In the molecules F₃\*–SiH₃ the central atom \* is silicon or tin. It carries three fluorine atoms and is bonded to a silyl group, SiH₃. The table lists the wavenumbers of all eighteen vibrations of both molecules, computed with a hybrid density functional. Its last column divides the tin value by the silicon value of the same rank.

Unscaled harmonic wavenumbers of F₃\*–SiH₃ (\* = Si, Sn; point group C3v), computed with Ansatz 0.2.0 at the PBE0-D4/def2-TZVP level for minimum geometries from the same level. The modes of each molecule are numbered in rising order and matched between the molecules by this order alone, so their characters can cross.

```csv
mode,* = Si (cm⁻¹),* = Sn (cm⁻¹),Sn over Si
1,81.5,54.2,0.67
2,143.5,82.1,0.57
3,143.6,82.5,0.57
4,299.8,171.6,0.57
5,303.0,172.2,0.57
6,303.0,194.3,0.64
7,498.4,308.1,0.62
8,522.9,500.5,0.96
9,522.9,500.5,0.96
10,821.8,636.0,0.77
11,902.8,640.2,0.71
12,929.2,640.2,0.69
13,929.2,834.4,0.90
14,966.4,928.1,0.96
15,966.4,928.2,0.96
16,2236.6,2251.6,1.01
17,2252.1,2279.8,1.01
18,2252.1,2280.1,1.01
```

**(a) The table pairs the modes by rank alone. Which of them really belong together?**

*Solution.* Both molecules have a threefold axis along the \*–Si bond, and this sorts their vibrations into three kinds. A1 modes keep the threefold symmetry, E modes come in pairs of equal wavenumber, and the single A2 mode twists one end of the molecule against the other. The pairs can be read straight from the columns, since splittings of a few tenths of a cm⁻¹ are numerical noise. Each column then holds six pairs and six single modes. The lowest single mode is taken as the twist, because turning about a single bond is normally the softest motion of such a molecule.

Four rows turn out to pair modes of different symmetry: 4, 6, 11 and 13. The silicon mode of row 11, for instance, is a single mode, but its neighbour in the tin column belongs to a pair. Its partner by symmetry and order stands in row 13, and the ratio becomes 0.92 instead of 0.71. Such a match ensures equal symmetry, though not always the same motion. From here on, modes are compared in rising order within each symmetry, as in the output printed after this text.

**(b) Tin is about four times as heavy as silicon. Does its mass explain the fall of the low modes?**

*Solution.* The twist gives the first answer. Both \* and the silyl silicon lie on the axis, so neither moves when the fluorine ring turns against the hydrogen ring, and the mass of \* has no influence. The inertia of the motion is set mainly by the light hydrogen ring, which is nearly the same in both molecules. Yet the wavenumber falls by a third. Since it goes as the square root of the force constant, the resistance to twisting must have dropped to less than half.

This softening fits the longer central bond, which grows from 2.33 to 2.56 Å. The barrier to rotation about a single bond comes from the interaction between the bonds at its two ends. That interaction weakens as the ends move apart.

For the other modes, mass and force constants can be separated with the product rule. The squared wavenumbers of the A1 modes, multiplied together, equal a product of two factors: one holds only force constants, the other only masses. Once free motion along the axis is removed, the mass factor is the total mass $M$ divided by the masses of the moving parts. Only the mass $m$ of the central atom changes between the two molecules. With unchanged force constants, the five A1 ratios should therefore multiply to

$$\sqrt{\frac{m_{\mathrm{Si}}}{m_{\mathrm{Sn}}}\cdot\frac{M_{\mathrm{Sn}}}{M_{\mathrm{Si}}}}=\sqrt{\frac{28.1}{118.7}\cdot\frac{118.7+88.1}{28.1+88.1}}\approx 0.65 .$$

Here 88.1 is the mass of everything except \*, that is $3\times19+28.1+3\times1$.

The same formula holds for a simpler system, a diatomic molecule in which \* vibrates against one partner of mass 88.1. It shows why a fourfold mass does not halve the wavenumber: the heavier \* becomes, the more it stands still while the partner does the moving. The analogy covers the size of the mass effect but not its distribution. The diatomic has one vibration to take the whole fall, whereas the real molecule shares it among five.

Added mass can never raise a vibration, so no single A1 mode can fall below 0.65 through mass alone. The same limit holds for the E modes. Their product also contains a moment of inertia, which grows with the added mass and only makes the mass effect milder. The table breaks this limit clearly: the two lowest E pairs fall to 0.57 and one A1 mode to 0.62. The five A1 ratios together multiply to 0.29, less than half of what mass allows. The force constants therefore lower this product more than the mass does.

The reason lies in the bonds around \*. The \*–F bond lengthens from 1.58 to 1.90 Å, and the larger, more diffuse valence orbitals of tin are expected to overlap less well with those of fluorine, which would weaken the resistance to stretching. Bending softens for a geometrical reason as well. A given sideways shift of an atom at the end of a longer bond changes the angle less, so it meets a smaller restoring force. The low modes above the twist, up to row 7, most likely bend and rock the \*F₃ group or stretch the longer \*–Si bond, so they feel the softer bonding together with the added mass.

**(c) Why do some modes hardly move, why are rows 10 to 15 so uneven, and why do the last three rise?**

*Solution.* The pair in rows 8 and 9 falls by only 4 %. Its position suits a rocking of the SiH₃ group, in which light hydrogen atoms swing about their own silicon atom. The central atom scarcely takes part, so its mass hardly counts. It matters mainly as the neighbour towards which the hydrogens bend, and a slightly softer bend is enough for the small fall.

Rows 10 to 15 hold two sorts of motion, the \*–F stretches and the deformations of SiH₃. In the silicon compound they crowd into a range of about 145 cm⁻¹, where modes of equal symmetry can mix. In the tin compound the \*–F stretches drop to about 640 cm⁻¹, and a gap of nearly 200 cm⁻¹ separates them from the SiH₃ deformations. A single ratio in these rows may thus compare a mixed motion with a purer one, or even a stretch with a deformation. The silicon pair at 929.2 cm⁻¹, for example, lies almost exactly where the tin compound has an SiH₃ deformation, at 928.1 cm⁻¹. If both are mainly the same deformation, the silicon pair at 966.4 cm⁻¹ is mainly the Si–F stretch, and its true partner is the tin pair near 640 cm⁻¹. The product in (b) is immune to all this, because it needs only the symmetry of each mode, not its character.

The three highest modes are the Si–H stretches, and they rise by 15 to 28 cm⁻¹, about 1 %. Since added mass cannot raise them, the Si–H bonds must have become slightly stiffer. Si–H stretches generally rise when the silicon carries more strongly electron-withdrawing groups. A possible cause is therefore that SnF₃ draws a little more electron density from the silyl group than SiF₃ does. The Mulliken charges from the same calculations point that way: the SiH₃ group carries about −0.02 e in the silicon compound and +0.05 e in the tin compound. Such charges depend on the basis set, so they support this cause without proving it. The shift is also smaller than the few per cent by which harmonic values exceed observed bands, so it means something only as a difference between two like calculations.

For reading a spectrum, the useful question about each band is which bonds it strains. If they are bonds to \*, both its mass and its weaker bonding pull the band down, and the position helps to tell the two compounds apart. If the motion stays within SiH₃, the band shifts much less, though mixing with the \*–F stretches, as in rows 10 to 15, can change the shift.

Printed output of the fit:

```
Modes matched by symmetry, in the order of the Si compound:
  row  Si_cm-1  Sn_partner_cm-1  Sn_over_Si
    1     81.5             54.2       0.665
    2    143.5             82.1      0.5721
    3    143.6             82.5      0.5745
    4    299.8            194.3      0.6481
    5      303            171.9      0.5673
    6      303            171.9      0.5673
    7    498.4            308.1      0.6182
    8    522.9            500.5      0.9572
    9    522.9            500.5      0.9572
   10    821.8              636      0.7739
   11    902.8            834.4      0.9242
   12    929.2            640.2       0.689
   13    929.2            640.2       0.689
   14    966.4            928.1      0.9604
   15    966.4            928.2      0.9605
   16     2237             2252       1.007
   17     2252             2280       1.012
   18     2252             2280       1.012
Rows whose ratio changes by more than 0.02 on matching by symmetry: 4
Modes that fall from Si to Sn: 15
Modes that rise from Si to Sn: 3
Fall of the torsion in per cent: 33.5
Torsional force constant, Sn over Si, at unchanged inertia: 0.4423
Product of the five A1 ratios from mass alone: 0.6491
Product of the five A1 ratios in the table: 0.2885
Factor left for the force constants in that product: 0.4445
Rise of the symmetric Si-H stretch in cm-1: 15
Mean rise of the degenerate Si-H stretches in cm-1: 27.85
Width of the region of rows 10 to 15 in the Si compound in cm-1: 144.6
Gap above the Sn-F stretches in cm-1: 194.2
Si-F bond length in angstrom: 1.578
Sn-F bond length in angstrom: 1.896
Si-Si bond length in angstrom: 2.325
Sn-Si bond length in angstrom: 2.564
```
